Question

A nearly flat cluster of seven aluminium and seven nitrogen atoms is calculated with PBE, and then with a growing share of PBE exchange replaced by exact exchange. In the table, homo is the highest filled orbital level, lumo is the lowest empty one, and the gap is their difference. A process engineer wants to know from the PBE row whether the cluster behaves like a metal. Explain whether the gap can answer this, how the numbers reveal any failure, and why it arises. Does a larger share of exact exchange settle the matter?

Restricted Kohn–Sham calculations with Ansatz 0.2.0 and the def2-SVP basis for the isolated, neutral Al7N7 cluster as a singlet, all at the same r2SCAN-D4/def2-SVP geometry. The stated percentage of PBE exchange is replaced by exact exchange, with PBE correlation throughout.

```
exact exchange (%)  homo (eV)  lumo (eV)  homo lumo gap (eV)
                 0     -5.015     -4.942               0.073
                 5     -5.165     -4.898               0.268
                10     -5.316     -4.851               0.465
                15     -5.466     -4.801               0.664
                25     -5.763     -4.696               1.067
                35     -6.056     -4.580               1.476
                50     -6.501     -4.379               2.122
```

Model answer

The gap can't answer the question, because its size is set mainly by the chosen share. Five per cent of exact exchange adds about 0.2 eV, which is more than twice the whole PBE gap of 0.073 eV. At 25 % the gap is 1.067 eV, and 93 % of that was absent in PBE. Nowhere does the gap level off, so the table singles out no share as the right one.

The cause lies in how an electron is treated in the field of all the others. The electron density includes the electron's own charge, so the electron is repelled by itself unless exchange removes that repulsion. PBE exchange does so incompletely, and the filled levels lie too high. Exact exchange does so fully for a filled orbital. An empty orbital has no such repulsion to remove; exact exchange therefore attracts it less than PBE exchange does, and its level rises.

The hydrogen atom shows the first half of this in its simplest form. PBE places its only filled level at roughly −8 eV, whereas the true value is near −14 eV; full exact exchange repairs the error. The comparison ends there. With a single electron there is no correlation, while in the cluster the other electrons respond, so hydrogen explains the direction of the shift but not which share is right.

The same reasoning gives a simple model. With a as the share in per cent, the operator that fixes the orbital levels is

h(a) = h(PBE) + (a/100) · (exact exchange − PBE exchange)

and, for a modest change, each level moves along a straight line:

level(a) ≈ level(0) + a · slope

The slope contains the difference between the two kinds of exchange for that orbital, together with the first response of the electron density.

The first two rows suffice for an estimate at 50 %. Homo falls by 0.150 eV over the first 5 %, or 0.030 eV per per cent, and lumo rises by 0.044 eV, or 0.0088 eV per per cent. The gap should then be

0.073 + 50 · (0.030 + 0.0088) ≈ 2.01 eV

The calculation gives 2.122 eV, so the line, which did not use this row, is about 5 % too low. The shortfall comes from lumo, whose slope grows along the series as orbitals and density adjust further; homo ends slightly above its own line, which offsets a small part.

A larger share doesn't settle the matter, for a second reason: every row forces all electrons into pairs. When the gap is as small as in PBE, moving one electron to the empty orbital and aligning the two spins costs little, and the gain in exchange energy is typically some tenths of an eV. A triplet, or a singlet with unpaired spins on different atoms, may therefore lie lower. The runs themselves give no warning of this, and their stability check reports a minimum in every row. That doesn't rule it out: a minimum need not be the lowest singlet, no triplet energy is given here, and broken symmetry was not tested for any row. The makers of the data do caution that a restricted singlet of this kind may lie near a triplet, but that rests on their tests on other systems, not on these runs.

The wider gaps further down the table do not remove this doubt, because the gap also changes its meaning. In PBE, filled and empty orbitals feel the same potential, and the gap roughly resembles the cost of moving an electron within the cluster. With more exact exchange, lumo moves towards the level of an added electron, which does not feel the attraction of the hole left behind. A wide gap can then coexist with a low-lying triplet.

Remarks on the reasoning

A good answer separates what the table shows from what theory adds. The table shows that the gap follows the setting; that PBE makes it too small is argued from the self-repulsion. The straight line is no evidence for any share either, since the exchange is mixed linearly by construction. It shows only that the further response of the electrons stays modest.

A tempting repair is to keep the PBE levels and push all empty ones up by a constant. The same calculations speak against it: between 0 and 15 % the lowest empty level rises by 0.14 eV, but the third by 0.62 eV. Continued as straight lines, the third and fourth even change places near 22 %, and the levels calculated at 25 % fit this. Exact exchange thus appears to alter the order of the empty levels as well as their distance from the filled ones.

A better basis for the engineer's question is a set of total energies. Those for removing and adding an electron give a direct estimate of the cost of separating charges, though in so small a cluster this cost is not zero even for a metal. The share can be chosen so that minus homo equals the ionisation energy, as it should for an exact functional. A triplet and a broken-symmetry calculation at that share would test the pairing. The printed analysis below gives the slopes and the course of the straight lines row by row.

Numerical output:

```
Slope since the row before in meV per % of exact exchange:
  row  homo slope  lumo slope  gap slope
    5         -30         8.8         39
   10       -30.2         9.4       39.4
   15         -30          10       39.8
   25       -29.7        10.5       40.3
   35       -29.3        11.6       40.9
   50      -29.67        13.4      43.07
Line from the first step less computed value in eV:
  row  homo miss  lumo miss    gap miss
    0          0          0  -4.857e-16
    5          0          0      -0.001
   10      0.001     -0.003      -0.004
   15      0.001     -0.009      -0.009
   25     -0.002     -0.026      -0.024
   35     -0.009     -0.054      -0.045
   50     -0.014     -0.123      -0.109
Gap opening from 0 to 50 % in eV: 2.049
Change of homo from 0 to 50 % in eV: -1.486
Change of lumo from 0 to 50 % in eV: 0.563
Part of the opening due to homo in %: 72.52
Mean gap slope from 0 to 50 % in eV per %: 0.04098
Part of the gap at 25 % that is absent at 0 % in %: 93.16
Rise of lowest empty level from 0 to 15 % in eV: 0.1405
Rise of second empty level from 0 to 15 % in eV: 0.1602
Rise of third empty level from 0 to 15 % in eV: 0.6233
Rise of fourth empty level from 0 to 15 % in eV: 0.3028
Share where lines of third and fourth empty level cross in %: 21.68
Third level continued to 25 % in eV (output has -1.259 as fourth): -1.255
Fourth level continued to 25 % in eV (output has -1.336 as third): -1.326
```
